In this ordered perovskite, two kinds of Ba site each have twelve oxygen neighbours, and Ta sits off the centre of its octahedron. How much can be foretold about the electric field gradient at Ba3 and Ta5 from symmetry and from the other rows?

Ansatz 0.2.0, plane-wave DFT with r2SCAN, default PAW datasets, scalar-relativistic, no spin polarisation; Ba3CaTa2O9 (P-3m1, 15 atoms), fixed database structure, cutoff 500 eV, 5×5×4 k-mesh. Vzz is the principal field gradient largest in size; asymmetry is (Vxx − Vyy)/Vzz. Coupling is eQVzz/h, with Q in barn: 137Ba 0.236, 43Ca −0.0408, 181Ta 3.17, 17O −0.02558.

```tsv
atom	like atoms	first shell	mean distance (Å)	longest less shortest (Å)	Vzz (1e21 V/m^2)	asymmetry	quadrupole coupling (MHz)
Ba1	2	O12	3.01	0.08	0.63	0.00	3.60
Ba3	1	O12	2.97	0.04	?	?	?
Ca4	1	O6	2.29	0.00	-1.16	0.00	1.15
Ta5	2	O6	2.03	0.19	?	?	?
O7	6	Ta1Ca1	2.11	0.36	-0.99	0.12	0.611
O9	3	Ta2	2.12	0.00	2.46	0.11	-1.52
```

**The first row, Ba1: what the gradient measures**

A nucleus with a quadrupole moment senses how far the charge around it departs from cubic symmetry. Vzz is the largest principal component of that field gradient, quoted below in units of 10²¹ V/m². Extra electrons along its axis make it negative; extra electrons around the equator make it positive. The asymmetry, (Vxx − Vyy)/Vzz, tells whether the two directions across the axis differ.

At Ba1 the asymmetry is 0.00, and symmetry demands it. In this space group, a site with only one or two like atoms lies on a threefold axis. A third of a turn leaves the surroundings unchanged, and this forces the field gradient to be the same in every direction across the axis. Ba3 and Ta5 have one and two like atoms, so the forecast for both is an asymmetry of 0.00.

**From Ba1 to Ba3: a sum over three layers**

Symmetry fixes the shape of the gradient but leaves its size open. For the size, start from a cubic perovskite in which Ca and Ta are replaced by one average ion. The gradient at every Ba then vanishes. Now restore the real order along the threefold axis, one Ca layer followed by two Ta layers, and ask what each changed layer does to the Ba atoms.

A single changed layer does not act alike on the three Ba atoms of the repeat, because two lie next to it and one lies farther away. Adding its effects on all three gives the same result as changing every layer alike and looking at one Ba. That uniform change keeps the crystal cubic, so the sum is zero. The argument also covers the oxygen shifts, as long as they grow in proportion to the difference between Ca and Ta.

Two of the three atoms are Ba1 and one is Ba3, hence 2 Vzz(Ba1) + Vzz(Ba3) = 0. With 0.63 at Ba1, the forecast for Ba3 is about −1.3, probably opposite in sign to Ba1 and larger in size. The range is wide, −2.8 to +0.2. Oxygen ions shift towards Ta and so work against the charge difference between Ca and Ta; when two opposing parts nearly balance, a small neglected term can decide the result.

The distances show a similar balance, but they cannot test the rule. Compared with a cubic cell of equal volume, the mean Ba–O distance is 0.016 Å longer at Ba1 and 0.024 Å shorter at Ba3. Within the rounding of the distances, the shortening is twice as large as the lengthening. Geometry alone asks for this: the Ba atoms around each oxygen sit in opposite pairs, so a small shift of the oxygen lengthens one distance about as much as it shortens the other, and the average over all Ba–O distances hardly changes. The simplest alternative is that like shells give like gradients, which would put Ba3 at +0.63.

**Ca4 and the step to Ta5**

Ca4 has six equal bonds and still a gradient of −1.16. Equal lengths do not make a cubic site: an octahedron can be drawn out along its threefold axis while all six bonds keep one length. The angles then change, and the charge is no longer spread evenly over directions. More distant ions can add to the effect.

Ta5 shows the reverse. Its bonds differ by 0.19 Å, with three short ones on one face of the octahedron and three long ones on the opposite face. In an octahedron with right angles, each of the three perpendicular axes then carries one short and one long bond. The three axes remain equivalent, and if the bond contributions simply add, their gradient cancels. Unequal bonds are therefore a poor guide to its size.

A better starting point is the field from outside the ion. The layer argument applies to it again: over two Ta sites and one Ca site, the outer gradients sum to zero, so the one at Ta is minus half that at Ca. The nucleus feels much more than this outer gradient, because the ion's own electron shells are distorted by it and enlarge it. Rough recalled factors for the free ions are 13 for Ca and 60 for Ta.

The estimate then takes three steps. Minus half of −1.16 is +0.58, still enlarged as it would be in Ca. Changing from the Ca factor to the Ta factor multiplies this by 60/13, or about 4.6. The forecast for Ta5 is therefore about +2.7, with a range of −2.3 to +7.7; a positive sign is likelier but not certain. Electrons shared with oxygen through the Ta 5d orbitals are left out, as is any direct effect of the off-centre position.

**The oxygen rows: which gradient is largest?**

O9 lies between two Ta ions and has a gradient of 2.46, while O7, between Ta and Ca, has −0.99. Bond lengths again mislead, since the larger gradient belongs to the site with two equal bonds. The usual cause at oxygen is unequal filling of the three 2p orbitals. Bonds to two Ta ions draw electrons out of the orbital that points along them, which would make the gradient positive if its main axis follows the bonds; that reading is untested here.

The forecast for Ta5 lies so close to the value at O9 that the largest gradient cannot be assigned in advance. The largest quadrupole coupling can. The coupling is the gradient multiplied by the quadrupole moment of the nucleus, and this moment is far larger for Ta than for the other nuclei in the table. A gradient of only 0.05 at Ta would already match the coupling of Ba1, so Ta5 should have by far the largest coupling in size.

**The two rows revealed**

The withheld rows as computed:

```tsv
atom	like atoms	first shell	mean distance (Å)	longest less shortest (Å)	Vzz (1e21 V/m^2)	asymmetry	quadrupole coupling (MHz)
Ba3	1	O12	2.97	0.04	0.15	0.00	0.835
Ta5	2	O6	2.03	0.19	4.74	0.00	363
```

Both asymmetries are 0.00, as the threefold axis requires. For Ba3 the computed gradient is +0.15, against a forecast of about −1.3. It falls just inside the upper end of the range, but the expected sign and the expected larger size are both wrong. The plain assumption that Ba3 resembles Ba1 comes closer, with an error of 0.48 instead of 1.41.

The way the rule fails is instructive. The gradients of the three Ba atoms add up to 1.41 instead of zero, an average of 0.47 for each atom. This is not much less than the whole gradient at Ba1, so the neglected part is no small correction. Ca²⁺ and Ta⁵⁺ differ strongly in charge, and effects that grow faster than in proportion to that difference need not cancel over the layers.

One candidate is a slight stretch of the whole cell along the threefold axis. The cell edges, 7.368 Å along the axis and 5.973 Å across it, show that the stretch is there: their ratio is 0.7 % above that of a cubic arrangement. It acts on every Ba with the same sign, which is the kind of contribution that the layer sum leaves out. Its share is probably small, however: for formal charges at the ideal positions, with Ca and Ta averaged, the effects of near and distant ions on Ba almost cancel under such a stretch. The main cause remains open, as this single calculation does not separate the various effects of the strong ordering. The balance of the Ba–O distances gave no warning of the failure, since it holds for any small shifts of the atoms.

For Ta5 the forecast does better. The sign is positive as expected, and the computed 4.74 lies within the range, though the estimate reaches only a little over half of it. Covalent filling of the 5d orbitals and the off-centre position are plausible sources of the rest. The success gives the layer rule little support, because the range was wide and the same rule had just failed at Ba.

Ta5 thus has both the largest gradient and the largest coupling, 363 MHz against 3.60 MHz at Ba1. The nucleus has a somewhat larger share in that contrast than the gradient: the gradients differ by a factor of about eight, the couplings by about a hundred. To compare the surroundings of different elements, one must therefore first divide out their quadrupole moments. Even then the gradients still contain the amplification by each ion's own electrons.

Between the two Ba sites no such correction is needed, because both the nucleus and the ion around it are the same. Their zero asymmetries cannot tell them apart, but their couplings can, with 3.60 MHz at Ba1 and 0.835 MHz at Ba3. The smaller value deserves caution. The atoms were held at database positions, where forces of more than 0.4 eV/Å remain on Ta and on the oxygens between Ca and Ta. Relaxation would shift these atoms, and so small a gradient could change considerably. The standard atomic datasets can miss the gradient by more than a tenth for some of these elements, and the neglect of spin-orbit coupling on the heavy atoms adds further uncertainty.

The output below lists both estimates, which use the Ba1 and Ca4 rows as input, beside the computed values.

Numerical output:

```
Ba-O distance in an undistorted cubic cell of equal volume (angstrom): 2.994
Ba1 mean distance less the cubic one (angstrom): 0.01613
Ba3 mean distance less the cubic one (angstrom): -0.02387
Ba3 predicted Vzz (1e21 V/m^2): -1.26
Ba3 lower end of range (1e21 V/m^2): -2.76
Ba3 upper end of range (1e21 V/m^2): 0.24
Ba3 computed Vzz (1e21 V/m^2): 0.15
Ba3 prediction less computed (1e21 V/m^2): -1.41
Ba3 rival (same as Ba1) less computed (1e21 V/m^2): 0.48
Sum of computed Vzz over the three Ba atoms (1e21 V/m^2): 1.41
Ta5 predicted Vzz (1e21 V/m^2): 2.677
Ta5 lower end of range (1e21 V/m^2): -2.323
Ta5 upper end of range (1e21 V/m^2): 7.677
Ta5 computed Vzz (1e21 V/m^2): 4.74
Ta5 prediction less computed (1e21 V/m^2): -2.063
Ratio of computed Vzz, Ta5 to Ca4: -4.086
Computed asymmetry at Ba3 (predicted 0): 0
Computed asymmetry at Ta5 (predicted 0): 0
Ba3 predicted coupling (MHz): -7.19
Ba3 computed coupling (MHz): 0.835
Ta5 predicted coupling (MHz): 205.2
Ta5 computed coupling (MHz): 363
Coupling per unit of Vzz at Ta (MHz per 1e21 V/m^2): 76.65
Size of Vzz at which Ta would only match the Ba1 coupling (1e21 V/m^2): 0.04697
Size of Vzz at O9 over that at O7: 2.485
```
